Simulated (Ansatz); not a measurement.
# Magnon dispersion of the cubic antiferromagnet RbMnF3 from PBEsol+U exchange couplings

In RbMnF3 each Mn²⁺ ion carries five d electrons of parallel spin and is joined to six others through straight Mn–F–Mn bridges. Superexchange through the fluoride sets neighbouring moments against each other. The question is how the energy of a spin wave in this pattern depends on its wavevector, and which couplings decide it. Such energies govern how fast an insulating antiferromagnet carries spin signals and how well its order withstands heat. They are calculated here by linear spin-wave theory from PBEsol couplings with U = 4 eV on Mn, and are counted from the collinear ordered state. Couplings at constrained moments give the main set, and couplings at rigid moments a second one.

## Method

One crystal, RbMnF3 (cubic perovskite, Pm-3m), in the lowest of the collinear states that were tried (10 atom(s), 2 counted as magnetic, largest moment 4.21 muB), from cells of the Materials Project database (relaxed there by DFT). Ansatz 0.2.0, plane waves with the earlier PAW datasets of its set soft_1, cutoff 420 eV, collinear spins without spin-orbit coupling, Fermi-Dirac smearing of 0.05 eV. The k mesh is 3×6×6 and the sums for the couplings run over 3×6×6. Functional: PBEsol, Dudarev U (eV) Mn 4. The couplings are taken at constrained moments: the directions are held and the rest of the density and field relaxes in linear response. A second set comes from the magnetic force theorem at rigid moments: each moment turns with its exchange field frozen. The strongest shells of the first set are Mn–Mn pairs of opposed moments at 4.23 Å, 6 neighbours, J = -2.07 meV; Mn–Mn pairs of parallel moments at 5.99 Å, 12 neighbours, J = -0.0286 meV; Mn–Mn pairs of parallel moments at 8.46 Å, 6 neighbours, J = 0.0053 meV. Adiabatic magnon energies follow from all couplings by linear spin-wave theory along a path through the zone of the magnetic cell. The rows are a selection of 22 of the 67 points on this stretch of the path, with its corners; over all 67 points the lowest branch of the first set reaches 9.76 meV and the highest 9.76 meV. By the count of bands on its mesh the state is insulating, with a gap of 4.27 eV.

Notes on method and selection:

- J is defined by E = -sum over ordered pairs (each pair twice) of J e_i.e_j with unit vectors e, a classical Heisenberg model without biquadratic or multi-spin terms, so J > 0 favours parallel moments and the moment's size is inside J.
- Without spin-orbit coupling there is no anisotropy, so the lowest branch goes to zero at the ordering wavevectors; damping and quantum corrections are left out.
- Couplings at rigid moments can miss in size and sometimes in sign.
- The state is the lowest of a few collinear starts and need not be the true ground state; spin-orbit coupling is left out.
- Ansatz's own search for a lower self-consistent state was switched off in some of these runs and left at its default in others, so a run without it may rest in a state that is not the lowest for its pattern of moments.
- In insulators under a U, antiferromagnetic superexchange from these couplings can differ by one to four tenths from that of total energies at the same settings (constrained couplings mostly lie weaker), so a match with experiment does not fix U.
- Runs whose couplings were flagged as in doubt, moved by over 30 per cent with the upper empty bands, lost their pattern of moments or rest on unlike orbital states are not listed.
- For crystals with 4f or 5f elements only couplings at constrained moments are used, since rigid ones can be several times too large.
- Runs that did not converge, have known faults or may not be shown are not listed, and runs on Ansatz's PAW sets soft_1 and soft_2 are kept to separate tables.

Columns:

- path length (1/Å): length along the path from its start.
- q: wavevector in fractions of the magnetic cell's reciprocal vectors.
- lowest, constrained (meV): energy of the lowest magnon branch, constrained couplings.
- highest, constrained (meV): energy of the highest of the 2 branches, constrained couplings.
- lowest, rigid (meV): energy of the lowest magnon branch, rigid couplings.

## The series

| member | path length (1/Å) | q | lowest, constrained (meV) | highest, constrained (meV) | lowest, rigid (meV) | remark |
| --- | --- | --- | --- | --- | --- | --- |
| 0.000 1/Å | 0.000 | (0, 0, 0) | 0.00 | 0.00 | 0.00 | corner of the path |
| 0.270 1/Å | 0.270 | (0, 0.182, 0) | 5.76 | 5.76 | 7.59 |  |
| 0.540 1/Å | 0.540 | (0, 0.364, 0) | ? | ? | ? |  |
| 0.742 1/Å | 0.742 | (0, 0.5, 0) | 9.02 | 9.02 | 11.88 | corner of the path |
| 0.766 1/Å | 0.766 | (0.023, 0.511, 0.023) | 9.03 | 9.03 | 11.89 |  |
| 0.862 1/Å | 0.862 | (0.114, 0.557, 0.114) | 9.17 | 9.17 | 12.07 |  |
| 0.957 1/Å | 0.957 | (0.204, 0.602, 0.204) | 9.42 | 9.42 | 12.40 |  |
| 1.005 1/Å | 1.005 | (0.25, 0.625, 0.25) | 9.54 | 9.54 | 12.56 | corner of the path |
| 1.087 1/Å | 1.087 | (0.341, 0.648, 0.273) | 9.59 | 9.59 | 12.63 |  |
| 1.253 1/Å | 1.253 | (0.523, 0.693, 0.318) | 9.65 | 9.65 | 12.70 |  |
| 1.418 1/Å | 1.418 | (0.704, 0.739, 0.364) | 9.57 | 9.57 | 12.60 |  |
| 1.459 1/Å | 1.459 | (0.75, 0.75, 0.375) | 9.54 | 9.54 | 12.56 | corner of the path |
| 1.674 1/Å | 1.674 | (0.546, 0.546, 0.273) | 9.42 | 9.42 | 12.40 |  |
| 1.960 1/Å | 1.960 | (0.273, 0.273, 0.136) | 6.22 | 6.22 | 8.19 |  |
| 2.247 1/Å | 2.247 | (0, 0, 0) | 0.00 | 0.00 | 0.00 | corner of the path |
| 2.480 1/Å | 2.480 | (0.182, 0.182, 0.182) | 5.28 | 5.28 | 6.95 |  |
| 2.714 1/Å | 2.714 | (0.364, 0.364, 0.364) | 8.87 | 8.87 | 11.69 |  |
| 2.889 1/Å | 2.889 | (0.5, 0.5, 0.5) | 9.76 | 9.76 | 12.85 | corner of the path |
| 2.937 1/Å | 2.937 | (0.5, 0.523, 0.477) | 9.75 | 9.75 | 12.85 |  |
| 3.128 1/Å | 3.128 | (0.5, 0.614, 0.386) | 9.70 | 9.70 | 12.78 |  |
| 3.319 1/Å | 3.319 | (0.5, 0.704, 0.296) | 9.64 | 9.64 | 12.69 |  |
| 3.414 1/Å | 3.414 | (0.5, 0.75, 0.25) | 9.63 | 9.63 | 12.68 | corner of the path |

Cells marked ? are withheld until the estimate has been made.

## Mechanism

The two branches coincide in every row shown, as expected for two equivalent sublattices of opposed moments without anisotropy. The energy rises steeply from zero at the zone centre, with a mean slope of 5.76 / 0.270 = 21.3 meV Å up to the first point, and then flattens. The corners away from the centre lie between 9.02 and 9.76 meV.

This shape follows from ω = c √(A² − B²). Here B = 6|J₁|γ, where γ is the mean cosine of the phase between nearest neighbours. A is 6|J₁| plus the sum of J(1 − cos φ) over pairs of parallel moments, φ being the phase between the two. The factor c is 4 divided by the moment in μB. With J₁ = −2.07 meV, 6|J₁| is 6 × 2.07 = 12.42 meV, whereas the twelve second neighbours together bring only 12 × 0.0286 = 0.34 meV. The nearest-neighbour coupling therefore sets nearly the whole scale.

The weaker couplings show most clearly between (0.5, 0.5, 0.5) and (0.5, 0.75, 0.25). On this line γ is zero, so J₁ alone would give a constant energy, yet the table falls by 9.76 − 9.63 = 0.13 meV. The second shell lowers A by 4 × 0.0286 = 0.114 meV and the third by 8 × 0.0053 = 0.042 meV, and their sum multiplied by c accounts for the drop. The negative second-shell coupling opposes the parallel alignment of its pairs and so softens the magnons.

Rigid moments raise the energies almost uniformly: 7.59 / 5.76 = 1.32 near the centre and 12.85 / 9.76 = 1.32 at the top. The form of the dispersion is thus common to both sets, while its scale depends on the treatment of the moments. The scale also depends on U, since a larger U weakens superexchange.

## Predicting the missing value

Plain estimates from the members shown:

- 0.540 1/Å, straight-line interpolation between 0.270 1/Å and 0.742 1/Å: w = (0.540 − 0.270) / (0.742 − 0.270) = 0.572, so 5.76 + 0.572 × (9.02 − 5.76) = 7.62 meV

The straight-line estimate of 7.62 meV must be too low, because it cuts beneath a curve that flattens towards the corner. The spin-wave formula with the three printed couplings follows that bend.

The factor c is fixed at (0.5, 0.5, 0.5), where B = 0 and A = 6 × 2.07 − 12 × 0.0286 + 12 × 0.0053 = 12.14 meV, so c = 9.76 / 12.14 = 0.804. This corresponds to a moment of 4 / 0.804 = 4.98 μB, close to the five of a d⁵ ion.

On the first stretch the phase between neighbours along one cubic axis is 2π times the second component of q, and the other two axes have none. The printed 0.364 is 4/11, and cos(2π × 4/11) is roughly −0.65. Then:

- γ = (2 − 0.65) / 3 = 0.45, and B = 6 × 2.07 × 0.45 = 5.589 meV
- A = 6 × 2.07 − 8 × (1 + 0.65) × 0.0286 + 4 × (1 − 0.65²) × 0.0053 = 12.055 meV
- ω = 0.804 × √(12.055² − 5.589²) = 8.59 meV

The same steps give 5.76 meV at 0.270 1/Å and 9.02 meV at 0.742 1/Å, both as tabulated. At (0.364, 0.364, 0.364) they come within about 0.01 meV of the tabulated 8.87 meV. The error bar of 0.01 meV follows from these misses and the rounding of the couplings and the cosine.

**Committed estimate, 0.540 1/Å: lowest, constrained = 8.59 ± 0.01 meV.**

## Outcome

| member | path length (1/Å) | q | lowest, constrained (meV) | highest, constrained (meV) | lowest, rigid (meV) |
| --- | --- | --- | --- | --- | --- |
| 0.540 1/Å | 0.540 | (0, 0.364, 0) | 8.60 | 8.60 | 11.31 |

| member | estimate | lowest, constrained (meV) | computed | estimate − computed | miss in error bars |
| --- | --- | --- | --- | --- | --- |
| 0.540 1/Å | committed | 8.59 | 8.60 | −0.01 | 1.0 |
| 0.540 1/Å | interpolation | 7.62 | 8.60 | −0.98 |  |

The estimate of 8.59 meV lies 0.01 meV below the computed 8.60 meV, at the edge of its error bar. Straight-line interpolation fell 0.98 meV short because it ignores the flattening towards the corner.

The spin-wave formula held, and the result also shows how much the weaker couplings contribute. With nearest neighbours alone, scaled to the same 9.76 meV at (0.5, 0.5, 0.5), the energy would be 9.76 × √(1 − 0.45²) = 8.72 meV, which is 8.72 − 8.60 = 0.12 meV too high. The second and third shells remove that excess. J₁ therefore gives the curve its height and its bend, and once the scale is fixed at (0.5, 0.5, 0.5), the weaker couplings correct it by at most about two per cent.

Taking the scale from a shown row also mattered. It corresponds to a moment of 4.98 μB, close to the full d⁵ moment, whereas the site moment of 4.21 μB would have raised the estimate by a factor 4.98 / 4.21 = 1.18.

## Exceptions

None stands out: the formula with three couplings and one common scale reproduces every row to about 0.01 meV. The two zeros at (0, 0, 0) belong to the same curve, since turning all moments together costs no energy without anisotropy.

## Closing remarks

Along this path, one scale and three couplings give a further point to about 0.01 meV within the constrained set. That precision concerns the interpolation, not the agreement with a real crystal.

For long waves the same formula gives a slope of 0.804 × 4.23 × √(2 × 12.42 × (2.07 − 4 × 0.0286 + 4 × 0.0053)) = 23.8 meV Å. At roughly 0.15 km/s per meV Å, this is a magnon velocity of about 3.6 km/s.

The corners away from the centre differ by only 9.76 − 9.02 = 0.74 meV. The choice between constrained and rigid moments shifts the top by 12.85 − 9.76 = 3.09 meV but leaves the ratios within the curve almost unchanged, so the shape is much less sensitive to that choice than the scale. Temperature is left out of linear spin-wave theory as used here; heating towards the ordering temperature would lower the magnon energies.
